# Why Cu at fixed height favours the top of an Al atom

At 3.0 Å above the outermost plane of Al(110), a Cu atom is pulled down with about 1 eV/Å, while moving it sideways changes its energy by at most about 0.3 eV. A few tenths of an ångström in height therefore weigh as much as the whole sideways journey from the top of an Al atom to the hollow. That ratio tells how to read the map: it ranks places at one height and says little about where the atom would settle.

Cu held 3 Å above a rigid four-layer Al(110) slab, 2×2 surface cell, computed with Ansatz 0.2.0 (PBE-D3(BJ), PAW, 420 eV cutoff, 5×4×1 k mesh, 0.1 eV Gaussian smearing, no spin polarisation, dipole correction along z). Places u and v are fractions of 2.816 and 3.983 Å, counted from above an Al atom; a negative normal force pulls Cu towards the slab.

```
place u (fractional)  place v (fractional)  energy over the lowest point of the map (eV)  normal force (eV/Å)
              0.0000                0.0000                                         0.000               -1.229
              0.0000                0.1250                                         0.036               -1.221
              0.0000                0.2500                                         0.129               -1.172
              0.0000                0.3750                                         0.229               -1.084
              0.0000                0.5000                                         0.272               -1.039
              0.1667                0.0000                                         0.020               -1.240
              0.1667                0.1250                                         0.056               -1.224
              0.1667                0.2500                                         0.149               -1.161
              0.1667                0.3750                                         0.247               -1.065
              0.1667                0.5000                                         0.289               -1.019
              0.3333                0.0000                                         0.062               -1.252
              0.3333                0.1250                                         0.099               -1.222
              0.3333                0.2500                                         0.191               -1.132
              0.3333                0.3750                                         0.285               -1.024
              0.3333                0.5000                                         0.325               -0.975
              0.5000                0.0000                                         0.085               -1.253
              0.5000                0.1250                                         0.121               -1.216
              0.5000                0.2500                                         0.212               -1.114
              0.5000                0.3750                                         0.305               -1.001
              0.5000                0.5000                                         0.344               -0.952
```

Place u runs along a close-packed Al row, where the atoms are 2.8 Å apart, and place v runs across the rows, which are 4.0 Å apart. The point (0, 0) lies over an Al atom, (0.5, 0) over the short bridge in the row, (0, 0.5) over the long bridge between rows, and (0.5, 0.5) over the hollow. The energy rises in that order.

The normal force suggests why the top position comes first. It is negative everywhere, so the atom is still on the attractive side of its binding curve, where a closer contact can be expected to lower the energy. At fixed height the top position has the closest contact, 3.0 Å, whereas the hollow has four Al atoms at 3.87 Å. The familiar picture in which Pauli repulsion, the cost of overlapping filled shells, makes the top position unfavourable belongs to smaller heights.

The nearest contact alone doesn't fix the energy. One third of the way along the row and one quarter of the way across it, the nearest Al is about 3.15 Å away in both cases, yet the energies are 0.062 and 0.129 eV. Along the row the next Al atom is already at 3.5 Å and can take over part of the bonding; across the row it is still at 4.2 Å. This handing over from one neighbour to the next helps to make the row direction the gentle one. The closer spacing helps too, because the nearest contact stretches only to 3.3 Å at the short bridge, against 3.6 Å at the long one.

The normal force supports this reading. A straight line in the nearest distance, fitted to the energies of all 20 places, rises by 0.42 eV/Å and so predicts a pull of that size over the Al atom. The line is rough, and at the short bridge it lies 0.074 eV too high, nearly as much as that place's whole energy. The computed pull is 1.229 eV/Å, three times as strong. Lowering the Cu atom brings it closer to all its neighbours at once, whereas sliding it trades some for others.

Because the surface is periodic and has mirror planes, the simplest smooth map has one cosine wave along each axis. If the two effects add, the two bridge energies fix everything:

E(u, v) ≈ 0.085 eV · (1 − cos 2πu)/2 + 0.272 eV · (1 − cos 2πv)/2

At the hollow both fractions equal 1, which gives 0.085 + 0.272 = 0.357 eV against the computed 0.344 eV. The hollow was not used to set the waves, and this is their largest miss on the map. The good agreement belongs to this height, however: the forces show that the part which doesn't add changes by 0.11 eV per ångström of approach.

The pull has an irregularity that the energies hide. Over the row it grows slightly from the Al atom to the short bridge, from 1.229 to 1.253 eV/Å, although the energy gets worse; midway between the rows it weakens towards the hollow, to 0.952 eV/Å. A binding curve with a steepest point can account for both. Over the Al atom the contact may be so short that growing repulsion already holds the attraction back, while over the hollow the atom is farther out, where the attraction fades with distance. This is an argument from the usual shape of such curves, since the map holds only one height.

A test against a simpler law points the same way. Suppose the energy fell in proportion to the electron density that spills out of the metal. A ripple of wavelength 2.8 Å in that density dies away outward at least as fast as exp(−2πz/2.8 Å), with z the height, so the short bridge's handicap should grow by at least 0.19 eV per ångström of approach. The forces show it hardly changing, so attraction proportional to density can't be the whole story.

The hollow's handicap need not last once the height is free. At constant pull, an atom over the hollow makes up 0.344 eV by sinking 0.344/0.952 ≈ 0.36 Å, if the one over the Al atom stays where it is. That one is pulled down too, and if both sink equally the handicap at first grows, by 0.277 eV per ångström. What can turn the order round is that the hollow lets the atom sink further. By geometry it could sink about 1.25 Å before its four neighbours in the top plane came as close as 3.0 Å. This room helps metal adatoms to settle in the hollows of such surfaces. Whether Cu does so here would need energies at other heights, and 0.344 eV is not a diffusion barrier: maps over a rigid surface overstate barriers.

The slab has only four layers and the k mesh is fairly coarse, and neither was varied here. In tests on other systems, the makers of the data found errors of some 0.05 to 0.1 eV against thick slabs for such settings. If that carries over to Cu on Al(110), the short bridge, at 0.085 eV, is not safely separated from the top position; the long bridge and the hollow probably are, though not from each other. Spin polarisation was left out as well: a free Cu atom has one unpaired electron, and whether any moment survives at this height is untested. For copper deposited on clean Al(110), the map describes the pull at one stage of an atom's arrival, before the surface has responded, and not its later migration. The fitted line and the force comparisons are in the output below.

Numerical output:

```
fit of result_energy on 20 rows: constant -1.224 +/- 0.12, coefficient of dn 0.4173 +/- 0.035; rms 0.0365, worst 0.5 0.0743, leave-one-out rms 0.04
nearest Cu-Al distance at the short bridge (angstrom): 3.314
nearest Cu-Al distance at the long bridge (angstrom): 3.601
nearest Cu-Al distance at the hollow (angstrom): 3.866
nearest distance one third along the row (angstrom): 3.143
next distance one third along the row (angstrom): 3.539
nearest distance one quarter across the row (angstrom): 3.161
next distance one quarter across the row (angstrom): 4.233
long-bridge energy over short-bridge energy (ratio): 3.2
largest miss of the two added waves over the map (eV): 0.013
weakest pull is below the strongest by (percent): 24.02
change of short bridge less atop energy per angstrom of approach (eV/angstrom): -0.024
change of long bridge less atop energy per angstrom of approach (eV/angstrom): 0.19
change of hollow less atop energy per angstrom of approach (eV/angstrom): 0.277
least growth for a pure density tail at the short bridge (eV/angstrom): 0.1896
least growth for a pure density tail at the long bridge (eV/angstrom): 0.4291
change of the non-additive part at the hollow per angstrom of approach (eV/angstrom): 0.111
normal force atop by the nearest-distance law (eV/angstrom): -0.4173
normal force at the hollow by the nearest-distance law (eV/angstrom): -0.3238
lowering at constant pull that cancels the hollow energy (angstrom): 0.3613
lowering that gives the hollow a 3.0 angstrom contact (angstrom): 1.253
```
